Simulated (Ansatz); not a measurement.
## A series in temperature on Au

Results calculated with Ansatz 0.2.0, not measured. Harmonic vibrational free energy, entropy and heat capacity at constant volume, per atom, from the force constants of a q mesh, imaginary modes left out; plane waves with PAW datasets, Gamma-centred k mesh.

Structure of every row (space group Fm-3m, No. 225):
```
CELL_PARAMETERS angstrom
0.00000 2.06520 2.06520
2.06520 0.00000 2.06520
2.06520 2.06520 0.00000
ATOMIC_POSITIONS crystal
Au 0.00000 0.00000 0.00000
```

Settings of every row: functional PBE; dispersion none; spin none; wave cutoff 420 eV; k mesh 20x20x20; occupations fermi dirac; smearing width 0.15 eV; volume over rest 0.98; phonon method linear response; q mesh 2x2x2.

Limits: coarse q mesh; metal sensitive to the k mesh; the cell was measured well above room temperature; no spin-orbit coupling, which can matter with elements this heavy.

```csv
row,temperature (K),phonon entropy (kB/atom),phonon heat capacity (kB/atom),phonon free energy (meV/atom)
1,200,4.618,2.89,-26
2,300,5.804,2.95,-71.2
3,400,6.656,2.972,-125
4,500,7.32,2.982,-185.4
5,600,?,?,?
6,700,8.325,2.991,-320.7
7,800,8.724,2.993,-394.2
8,900,9.077,2.994,-470.9
9,1000,9.393,2.995,-550.5
```

Question: what phonon entropy and phonon heat capacity should row 5 give?

Worked fit of phonon entropy. Entropy rises as the heat capacity times the change of ln T, so take t = ln(T / 300 K). The shown rows have t = -0.4055, 0, 0.2877, 0.5108, 0.8473, 0.9808, 1.0986, 1.204. Least squares give phonon entropy = 5.8067 + 2.94622 × t + 0.02802 × t² kB/atom; a straight line predicts inner rows, each left out in turn, worse (root mean square 0.0067 against 0.002 kB/atom). The rows lie off it by 0.001, -0.003, -0.001, 0.001, 0.002, 0.001, 0.000, -0.002. The slope at t = 0, 2.95 kB/atom, estimates the heat capacity at 300 K. The withheld row has t = 0.6931, so the fit gives 5.8067 + 2.94622 × (0.6931) + 0.02802 × (0.6931)² = 7.862 kB/atom.

The calculation gave 7.864 kB/atom. The fit lies 0.002 kB/atom (0.042 % of the column's range) below it; its largest miss of a shown row is 0.003 kB/atom.

Worked fit of phonon heat capacity. At high temperature a harmonic heat capacity falls short of its limit by a term in 1/T², so take t = (100 K / T)². The shown rows have t = 0.25, 0.11111, 0.0625, 0.04, 0.02041, 0.01562, 0.01235, 0.01. Their means are 0.065249 and 2.9709 kB/atom; the sums about the means are S_tt = 0.04721 and S_ty = -0.02074, whose ratio is the slope. Least squares give phonon heat capacity = 2.9995 − 0.4393 × t kB/atom. The rows lie off it by 0.000, -0.001, 0.000, 0.000, 0.000, 0.000, 0.000, 0.000. The constant, 2.9995 kB/atom, is to be held against the harmonic limit of 3 k_B an atom. The withheld row has t = 0.02778, so the fit gives 2.9995 − 0.4393 × (0.02778) = 2.987 kB/atom.

The calculation gave 2.987 kB/atom. The fit meets it to the printed digit.

The other values of row 5: phonon free energy -250.9 meV/atom.
